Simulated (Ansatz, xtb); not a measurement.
# Two isomers of CH7ISi2

Structure I: `[SiH3]C[SiH2]I`, a singlet. Structure II: `C[SiH2][SiH2]I`, a singlet. Both are isolated molecules in the gas phase, relaxed with r2SCAN-D4/def2-SVP; each stands in its lowest conformer found.

Question: Estimate which is lower in electronic energy at CCSD(T)/def2-SVP + ΔMP2/def2-TZVPP, and by roughly how much.

Answer: Not settled: CCSD(T)/def2-SVP + ΔMP2/def2-TZVPP gives E(II) − E(I) = +0.059 eV, but this leans on the basis-set step: CCSD(T) alone gives +0.035 eV.

How the difference moves with the method:

| level | geometry | E(II) − E(I) (eV) | departure from the last row (eV) | job, with rough time for the two |
| --- | --- | --- | --- | --- |
| GFN2-xTB | GFN2-xTB | +0.259 | +0.200 | optimisation, 0.17 s |
| HF/STO-3G | GFN2-xTB | −0.162 | −0.221 | single point, 0.94 s |
| r2SCAN-D4/def2-SVP//GFN2-xTB | GFN2-xTB | +0.005 | −0.054 | single point, 5.1 s |
| r2SCAN-D4/def2-SVP | r2SCAN-D4/def2-SVP | −0.023 | −0.082 | optimisation, 54 s |
| HF/def2-SVP | r2SCAN-D4/def2-SVP | +0.089 | +0.030 | part of the CCSD(T) run |
| MP2/def2-SVP | r2SCAN-D4/def2-SVP | +0.086 | +0.027 | part of the CCSD(T) run |
| CCSD(T)/def2-SVP | r2SCAN-D4/def2-SVP | +0.035 | −0.025 | single point |
| CCSD(T)/def2-SVP + ΔMP2/def2-TZVPP | r2SCAN-D4/def2-SVP | +0.059 |  | single point, 47 s |

As drawn, II has 1 Si–Si, 1 C–H in place of 1 C–Si, 1 Si–H.

HF/STO-3G, r2SCAN-D4/def2-SVP put the two in the other order. r2SCAN-D4/def2-SVP//GFN2-xTB finds them nearly level. The largest departure from CCSD(T)/def2-SVP + ΔMP2/def2-TZVPP is that of HF/STO-3G, 0.221 eV. The last row adds to CCSD(T) the change of the MP2 difference between the two basis sets, here +0.025 eV.

With harmonic frequencies from r2SCAN-D4/def2-SVP (ideal gas, rigid rotor, one conformer each, 298.15 K, 1 atm): on the last row, ΔE + ΔZPE = +0.106 eV. A mode under 50 cm⁻¹ makes harmonic enthalpies and free energies unreliable, so none is given.

The correlated steps freeze 15 core orbitals; the filled d shell of I is correlated, in a basis made for valence electrons. Atoms past krypton carry core potentials in the def2 sets, other sets are all-electron and non-relativistic, and no spin–orbit term is included. Run with Ansatz 0.2.0, xtb 6.7.1; the last row on 2 threads of Arm Neoverse V1 on a shared host.

The calculation leans towards the carbosilane I, but the small electronic gap of +0.059 eV supports a preference rather than a secure ordering. The near balance follows from the bond exchange: II gains a strong C–H bond at the expense of a weaker Si–H bond, but it also trades a strong, polar C–Si bond for a weaker Si–Si bond. These contributions largely cancel, so modest errors in describing either bond pair can reverse the order. The reversal with HF/STO-3G probably reflects the minimal basis, which lacks the flexibility and polarisation functions needed to treat bonds of such different polarity evenly.

Zero-point motion reinforces the preference for I, raising the difference to +0.106 eV. This is the expected direction, since the additional C–H bond in II has stiffer stretching and bending modes than the Si–H bond it replaces. The energies concern only the relative stability of the two minima and say nothing about the barrier to their interconversion.
